Dear colleague,

The temperature your chromia--alumina bed reaches during burn-off is set, to leading order, by one number, the ratio $r$ of the speeds of the burn front and the heat front. With 1 to 3 wt\% coke in air, $r$ exceeds one, and on that side a moderate dilution of the air makes the bed hotter.

\section*{Balances and conventions}

Take plug flow through an adiabatic bed, with gas and pellets at one temperature. The feed has molar flux $N$, O$_2$ mole fraction $y$ and molar heat capacity $C_p$. With superficial velocity $u$, O$_2$ concentration $c_0$, density $\rho_g$ and specific heat $c_g$, one has $uc_0=Ny$ and $u\rho_gc_g=NC_p$; the flux $N$ stays fixed while $u$, $c_0$ and $\rho_g$ change with temperature. The bulk density $\rho_b$, specific heat $c_s$ and oxygen demand $q$ (mol O$_2$ per kg) refer to coke-free solid, and $\Delta H$ is per mole of O$_2$. If all oxygen is consumed in a thin zone,
\begin{equation}
u_F=\frac{uc_0}{\rho_bq},\qquad u_T=\frac{u\rho_gc_g}{\rho_bc_s},\qquad r=\frac{u_F}{u_T}=\frac{y\,c_s}{q\,C_p}. \tag{1}
\end{equation}
Ride with the burn front. Feed gas at the upstream temperature $T_u$ and coked solid at the downstream temperature $T_d$ enter; product gas at $T_d$ and clean solid at $T_u$ leave. Bring the feed gas to $T_d$, react there, and bring the clean solid to $T_u$. The three enthalpy changes sum to zero:
\begin{equation}
(NC_p-u_F\rho_bc_s)(T_d-T_u)=(-\Delta H)Ny. \tag{2}
\end{equation}
So $C_p$ belongs to the feed gas and $c_s$ to the clean solid, both as means over the interval, and $\Delta H$ is evaluated at $T_d$. Define $\Delta T_{\rm gas}=(-\Delta H)y/C_p=(-\Delta H)c_0/(\rho_gc_g)$, the rise if the gas kept all the heat, and $\Delta T_{\rm sol}=(-\Delta H)q/c_s=\Delta T_{\rm gas}/r$, the rise if the solid kept it. Then
\begin{equation}
\Delta T=\frac{\Delta T_{\rm gas}}{|1-r|}=\frac{-\Delta H}{|C_p/y-c_s/q|},\qquad \frac1{\Delta T}=\left|\frac1{\Delta T_{\rm gas}}-\frac1{\Delta T_{\rm sol}}\right|. \tag{3}
\end{equation}
The reference temperature differs on the two branches. For $r<1$ heat runs ahead of the burn, $T_u$ is the inlet temperature, and the plateau stands at $T_{\rm in}+\Delta T$ on still coked solid. For $r>1$ the burn outruns its heat, $T_d$ is the initial bed temperature, and the plateau stands at $T_0+\Delta T$ on clean solid. On that branch cooler feed does not lower the plateau; it only cools the bed behind the slow heat front.

Gas hold-up leaves (3) untouched. In the moving frame the flux through the front is some $N'<N$, the oxygen balance reads $yN'=u_F\rho_bq$, and dividing (2), written with $N'$, by $yN'$ gives the second form of (3), free of the voidage $\varepsilon$. Only the speed of the front drops, by the fraction $\varepsilon u_F/u$.

\section*{Dimensional analysis}

The thin-front problem has six quantities: $\Delta T$, $\Delta H$, $Ny$, $NC_p$, $\rho_bq$, $\rho_bc_s$. Their exponents in K, J, mol, m and s form a matrix of rank four, so there are two groups and $\Delta T/\Delta T_{\rm gas}=\Phi(r)$. Flow rate, pressure, bulk density and bed length $L$ cancel. They return only through lengths that blur the fronts: a heat-dispersion length $\ell_T$, a pellet burn length $\ell_p$, a kinetic length $u/k$ and a wall-loss length $\ell_w$. Each adds one group, ${\rm Pe}=L/\ell_T$, $L/\ell_p$, ${\rm Da}=kL/u$ and $L/\ell_w$.

\section*{Small and large $r$}

\begin{equation}
\Delta T=\Delta T_{\rm gas}(1+r+r^2+\dots)\quad(r<1),\qquad \Delta T=\Delta T_{\rm sol}(1+r^{-1}+r^{-2}+\dots)\quad(r>1). \tag{4}
\end{equation}
In lean gas the oxygen level sets the rise and the coke loading enters as a correction. In rich gas the roles are exchanged, and no oxygen level on that branch brings the rise below $\Delta T_{\rm sol}$. Two terms of each series fall short by exactly the fraction $r^2$ or $r^{-2}$. The leading term is doubled at $r=1/2$ and at $r=2$. The speeds match at $y^*=qC_p/c_s$, where $r=y/y^*=1$.

\section*{Numbers for the bed}

All entries of this list are assumed, typical values near 600\,$^\circ$C: coke as carbon (12.0 g/mol) burnt to CO$_2$ with $-\Delta H=394$ kJ/mol; air with $y=0.21$ and $C_p=33$ J\,mol$^{-1}$K$^{-1}$; $c_s=1.1$ kJ\,kg$^{-1}$K$^{-1}$; $\rho_b=1000$ kg/m$^3$; $\varepsilon=0.4$; $L=1$ m; $N=14$ mol\,m$^{-2}$s$^{-1}$; $T_{\rm in}=T_0=873$ K at 1 atm. Then $u=1.0$ m/s, $NC_p=462$ W\,m$^{-2}$K$^{-1}$, $\Delta T_{\rm gas}=2.5\times10^3$ K, $u_T=0.42$ mm/s, and the heat front needs 40 min to cross the bed. What follows are the model's numbers, not the catalyst's.

\begin{center}
\begin{tabular}{lccc}
coke, wt\% & 1 & 2 & 3\\ \hline
$q$, mol/kg & 0.83 & 1.67 & 2.50\\
$r$ in air & 8.4 & 4.2 & 2.8\\
$u_F$, mm/s & 3.5 & 1.8 & 1.2\\
$L/u_F$, min & 4.7 & 9.4 & 14\\
$\Delta T_{\rm sol}$, $10^2$ K & 3.0 & 6.0 & 9.0\\
$r/(r-1)$ & 1.14 & 1.31 & 1.56\\
$\Delta T$ in air, $10^2$ K & 3.4 & 7.8 & 14\\
$y^*$, mol\% & 2.5 & 5.0 & 7.5\\
$y_{\rm eq}$, mol\% & 1.3 & 2.8 & 4.6\\
$y_{100}$, mol\% & 0.63 & 0.72 & 0.75
\end{tabular}
\end{center}

The hold-up fraction at 1 wt\% is 0.14\% from the voids between pellets. In air the speeds would match at 8.4 wt\% coke. Without dispersion (3) holds point by point for a non-uniform deposit while $r>1$ everywhere, so a heavily coked layer counts with its local loading.

The last two rows concern dilution with nitrogen, for which I keep the same $C_p$. From (3), the lean feed that gives the same rise as air obeys $1/y_{\rm eq}=2/y^*-1/y_{\rm air}$; every composition between $y_{\rm eq}$ and air gives a larger thin-front rise than air. A cap $\Delta T_{\max}$ on the lean branch needs $1/y=(-\Delta H)/(C_p\Delta T_{\max})+1/y^*$, and $y_{100}$ is the result for 100 K. To hold the same cap in air one adds heat capacity instead, $c_s/q=(-\Delta H)/\Delta T_{\max}+C_p/y$. For an inert packing with the same $c_s$ this means 0.32 wt\% coke on total solids, or 3.1, 6.2 and 9.3 kg of solids per kg of catalyst.

For $r>1$ the logarithmic sensitivities of $\Delta T$ are $+r/(r-1)$ to $q$, $-r/(r-1)$ to $c_s$, $+1/(r-1)$ to $C_p$ and $-1/(r-1)$ to $y$. Four neglected effects have the following sizes. Heat capacities grow with temperature: assumed means of 1.2 kJ\,kg$^{-1}$K$^{-1}$ and 35 J\,mol$^{-1}$K$^{-1}$ over the wide interval at 3 wt\% lower the rise by 10\%, to $13\times10^2$ K. Coke holds hydrogen: an assumed CH$_{0.5}$ (12.5 g/mol) raises $q$ by 8\%, and with a typical 242 kJ per mole of steam formed, and the formation enthalpy of coke neglected, gives 404 kJ per mole of O$_2$, hence $8.9\times10^2$ K at 2 wt\%. Reduced surface chromium takes up oxygen again: an assumed 0.1 mol O$_2$/kg would be 12\% of $q$ at 1 wt\%, with its own heat. The largest lever is the product: burning wholly to CO (typical heat 221 kJ per mole of O$_2$) halves $q$ and gives $1.9\times10^2$ K at 2 wt\%. Chromia catalyses CO oxidation, so I expect CO$_2$, but the exit CO/CO$_2$ ratio has to be logged.

\section*{Dispersion and wall loss}

Let $\theta=T-T_0$, with feed and wall also at $T_0$, and keep the burn zone thin:
\begin{equation}
\partial_t\theta+u_T\partial_z\theta=D\,\partial_z^2\theta-\kappa\theta+\Delta T_{\rm gas}u_T\,\delta(z-u_Ft). \tag{5}
\end{equation}
Here $D=u_T\ell_T$ and $\kappa=u_T/\ell_w$, with $\ell_w=NC_pd_t/(4U)$ for a tube of diameter $d_t$ and wall coefficient $U$. Part of $\ell_T$ is the gas--pellet lag. With film coefficient $h$ and pellet area $a$ per bed volume, the gas balance gives $T_s=T_g+\ell\,\partial_zT_g$, $\ell=NC_p/(ha)$. Inverting, $T_g\simeq T_s-\ell\,\partial_zT_s$, and the total balance $\rho_bc_s\partial_tT_s=-NC_p\partial_zT_g$ acquires the term $NC_p\ell\,\partial_z^2T_s$. With assumed typical values $d_p=3$ mm, $h=200$ W\,m$^{-2}$K$^{-1}$, stagnant conductivity $\lambda_0=0.5$ W\,m$^{-1}$K$^{-1}$ and mixing length $d_p/2$, one finds $a=6(1-\varepsilon)/d_p=1200$ m$^{-1}$ and $\ell_T=\ell+d_p/2+\lambda_0/(NC_p)=1.9+1.5+1.1=4.5$ mm, so ${\rm Pe}\approx2.2\times10^2$.

In the frame of the burn front heat drifts at $v=u_T-u_F$. For ${\rm Pe}\gg1$ I ignore the ends of the bed and sum the Gaussian pulses released at earlier times. Since $\partial_t\theta\ge0$, no maximum can lie away from the source, and at the source
\begin{equation}
\theta=\Delta T_{\rm gas}u_T\int_0^t\frac{e^{-(v^2/4D+\kappa)t'}}{\sqrt{4\pi Dt'}}\,dt'
=\Delta T_{\rm gas}\,\frac{\operatorname{erf}x}{\mu},\qquad \mu^2=(1-r)^2+\frac{4\ell_T}{\ell_w},\qquad x=\mu\sqrt{\frac{\rm Pe}{4r}}, \tag{6}
\end{equation}
where $x$ is written for $t=L/u_F$.

Adiabatic wall, $\mu=|1-r|$. For large $x$ the plateau is approached as $1-e^{-x^2}/(x\sqrt\pi)$; at 3 wt\% in air $x=8.0$ and nothing is missing. For small $x$,
\begin{equation}
\theta=\Delta T_{\rm gas}\sqrt{\frac{\rm Pe}{\pi r}}\left(1-\frac{x^2}{3}+\dots\right). \tag{7}
\end{equation}
At matched speeds there is no plateau: the peak grows as the square root of the distance travelled and reaches $8.4\,\Delta T_{\rm gas}$ at the exit. The two asymptotes cross at $|1-r|=\sqrt{\pi r/{\rm Pe}}$, about 0.12.

Lossy wall, long times. The peak is $\Delta T_{\rm gas}/\mu$. Far from matching this is $\Delta T\,[1-2\ell_T/(\ell_w(1-r)^2)]$, at matching it is $\Delta T_{\rm gas}\sqrt{\ell_w/4\ell_T}$, and the crossover lies at $|1-r|=2\sqrt{\ell_T/\ell_w}$. Far from matching the hot zone decays away from the front over $|v|/\kappa=|1-r|\ell_w$. The wall's share of $x^2$ is $L/(r\ell_w)$. An insulated vessel with assumed $d_t=3$ m and $U=5$ W\,m$^{-2}$K$^{-1}$ has $\ell_w=69$ m and $L/\ell_w=0.014$, and counts as adiabatic. A laboratory tube with assumed $d_t=25$ mm and $U=50$ W\,m$^{-2}$K$^{-1}$ has $\ell_w=5.8$ cm, a crossover at 0.56, a matched peak of only $1.8\,\Delta T_{\rm gas}$, and decay lengths in air of 43, 18 and 10 cm. Its wall also stores heat. An assumed 2 mm of steel, at a typical $4.7\times10^6$ J\,m$^{-3}$K$^{-1}$, holds 1.5 times the heat capacity of the packing, so a wall that followed the bed fully would multiply $r$ by 2.5. Such a tube understates the plant exotherm in air and misplaces $y^*$.

\section*{Finite burn zone}

Drop $D$ and $\kappa$, and let the conversion $X$ fall from 1 to 0 along $\xi=z-u_Ft$ in a pattern of fixed shape. Integrating along the heat characteristics,
\begin{equation}
\theta(\xi,t)=\Delta T_{\rm gas}\,\frac{X(\xi-vt)-X(\xi)}{1-r}. \tag{8}
\end{equation}
The plateau is complete once the fronts have separated by the whole zone width $W$. In hot pellets oxygen diffuses through a clean shell to a coked core of relative radius $\eta$, with $X=1-\eta^3$. A sphere of radius $R_p$ and density $\rho_p$ held at $c_0$ follows $t/\tau=1-3\eta^2+2\eta^3$, with $\tau=\rho_pqR_p^2/(6D_ec_0)$, so at local concentration $c$ one has $\tau\,dX/dt=(c/c_0)\,\eta/[2(1-\eta)]$. The oxygen balance of a travelling pattern gives $c/c_0=X$. With $\rho_b=(1-\varepsilon)\rho_p$, and $s$ the distance behind the leading edge in units of $\ell_p$,
\begin{equation}
\ell_p=u_F\tau=\frac{uR_p^2}{6D_e(1-\varepsilon)},\qquad \frac{dX}{ds}=\frac{\eta(1+\eta+\eta^2)}{2},\qquad s(\eta)=\int_\eta^1\frac{6\eta'\,d\eta'}{1+\eta'+\eta'^2}. \tag{9}
\end{equation}
The zone is finite, $W=s(0)\ell_p=(3\ln3-\pi/\sqrt3)\,\ell_p=1.48\,\ell_p$, and it is steepest at the leading edge, where $X=\tfrac32s(1-s/2+\dots)$. It depends on neither $y$ nor $q$. An assumed $D_e=0.05$ cm$^2$/s gives $\ell_p=12.5$ cm and $W=19$ cm at inlet conditions; since $D_e$ is uncertain and both $u$ and $D_e$ change across the zone, read these as estimates of scale. At $t=L/u_F$ the separation is $|1-1/r|L$, so the plateau is incomplete at the exit for $0.84<r<1.23$. Well inside that window (8) gives a peak $\tfrac32\Delta T_{\rm gas}(L/r\ell_p)(1-s_v/2)$ with $s_v=|1-1/r|L/\ell_p$: linear growth, $12\,\Delta T_{\rm gas}$ at matching.

Linear and square-root growth cross at $L=\ell_p^2/(\tfrac94\pi\ell_T)=0.49$ m. Shorter beds are limited by the zone width and longer ones by dispersion, and a 1 m bed feels both. At $r=1$ the response of (5) at distance $d$ from a point source is $\Delta T_{\rm gas}\sqrt{\rm Pe}\;{\rm ierfc}\big(d/2\sqrt{\ell_TL}\big)$, with ${\rm ierfc}\,\zeta=e^{-\zeta^2}/\sqrt\pi-\zeta\operatorname{erfc}\zeta$. Weighting it with $|dX|=3\eta^2d\eta$ gives, at the point where $\eta=\eta_0$,
\begin{equation}
\frac{\theta}{\Delta T_{\rm gas}}=\sqrt{\rm Pe}\int_0^13\eta^2\,{\rm ierfc}\!\left(\frac{\ell_p|s(\eta)-s(\eta_0)|}{2\sqrt{\ell_TL}}\right)d\eta. \tag{10}
\end{equation}
At $\eta_0=0.8$, near half conversion, this is 5.3, a lower bound on the peak. At matching $\Delta T_{\rm gas}=\Delta T_{\rm sol}$, so the model puts 1 wt\% coke in 2.5\% O$_2$ at $1.6\times10^3$ K above the start by the end of a 1 m adiabatic bed, far above its rise in air. The divergence is cut off, but at no useful level.

Flow rate acts only here. $\ell_p$ is proportional to $u$, $\lambda_0/(NC_p)$ to $1/u$, and $\ell$ grows more slowly than $u$ because $h$ rises with flow. Raising the flow widens the zone and shortens the burn without moving the plateau.

\section*{Pellets hotter than the plateau}

Keep two temperatures and only the lag $\ell$. For $r<1$ let $b=T_g-T_{\rm plateau}$. The energy balance from $\xi$ to the plateau is $b-r(b+\ell b')=-\Delta T_{\rm gas}X$. Behind the leading edge, placed at $\xi=0$, $X\simeq-f\xi$ with $f=3/(2\ell_p)$, and the solution with $b(0)=0$ is $b=f\Delta T\,[\xi+\delta(1-e^{\xi/\delta})]$, $\delta=r\ell/(1-r)$, valid for $\delta\ll\ell_p$. The solid, at $b+\ell b'$, peaks where $e^{\xi/\delta}=r$:
\begin{equation}
T_s^{\max}-T_{\rm plateau}=f\ell\,\Delta T\left(1+\frac{r\ln r}{1-r}\right)<f\ell\,\Delta T. \tag{11}
\end{equation}
Here $f\ell=0.023$. In the opposite limit of a zone much thinner than $\ell$, pellets already at the plateau would jump by the full $\Delta T_{\rm sol}$ before the gas could cool them. For $r>1$ the lag only preheats the solid ahead, over a length $r\ell/(r-1)$, and gives no overshoot. Inside a pellet in the quasi-steady state the Prater excess $(-\Delta H)D_ec_0/\lambda_p$ is 19 K in air for an assumed $\lambda_p=0.3$ W\,m$^{-1}$K$^{-1}$, and scales with $y$.

\section*{Slow kinetics}

In a cold bed oxygen slips through. Take a rate $kc$ per bed volume wherever coke remains, with constant $k$ and ${\rm Da}\ll1$. The source is uniform, so $\theta=\Delta T_{\rm gas}{\rm Da}\,\min(u_Tt,z)/L$ until the coke is gone at $t=\rho_bq/(kc_0)$. The peak is the smaller of $\Delta T_{\rm sol}$ and $\Delta T_{\rm gas}{\rm Da}$; oxygen depletion turns the latter into $\Delta T_{\rm gas}(1-e^{-\rm Da})=\Delta T_{\rm gas}{\rm Da}(1-{\rm Da}/2+\dots)$. The crossover is at ${\rm Da}=1/r$, so in air there is a range $1/r<{\rm Da}<1$ where most of the bed burns as a batch and reaches about $\Delta T_{\rm sol}$. Constant $k$ holds only while the rise stays below the Arrhenius scale $RT_0^2/E$, which is 42 K for an assumed $E=150$ kJ/mol. In air that requires Da below about 0.017; above it the bed accelerates itself and a front forms. The branch matters here too. For $r<1$ the last coke at each point burns near $T_{\rm in}$, so cool feed leaves residue, whereas for $r>1$ it burns at the plateau.

\section*{What to extract from the thermocouples}

Arrival times at two positions give $u_F$ and $u_T$, hence $q$ and the effective $c_s$, wall included, from (1). The duration of the burn signal at one position gives $W/u_F$, hence $D_e$ from (9). By (3), a plot of $1/\Delta T$ against $1/y$ at fixed coke is a V with slopes $\pm C_p/(-\Delta H)$ and its vertex on the axis at $1/y^*$. The slope tests the CO$_2$ assumption independently of $q$. Points for which $|1-r|\ell_w$ is not well above $W$ fall short of the plateau and must be left out; in the 25 mm tube in air that already excludes 2 and 3 wt\%.

\section*{Against practice}

As typical knowledge, not as a measurement: cyclic dehydrogenation units on chromia--alumina are regenerated with hot air, swing by some tens of kelvin per cycle, and are kept below roughly 700\,$^\circ$C to spare the catalyst. The model's $3.4\times10^2$ to $14\times10^2$ K overshoot that swing by roughly one order of magnitude, more at 3 wt\%. The inputs differ, since such units run short cycles that lay down little coke, and mix the catalyst with inert heat-storing solid. An assumed 0.2 wt\% on total solids, chosen to reproduce that behaviour, gives $r=42$ and a model rise of 61 K. An undiluted adiabatic bed with 1 to 3 wt\% coke would, by the model, pass the tolerable temperature in air at every loading, and the upper entries of the table lie beyond the range where the catalyst and the inputs survive. For such a bed the model's route to a 100 K rise is to start at 0.63 to 0.75\% O$_2$ and raise the oxygen only after the burn front has left the bed, so that $y$ never crosses $y^*$ with the coke in place.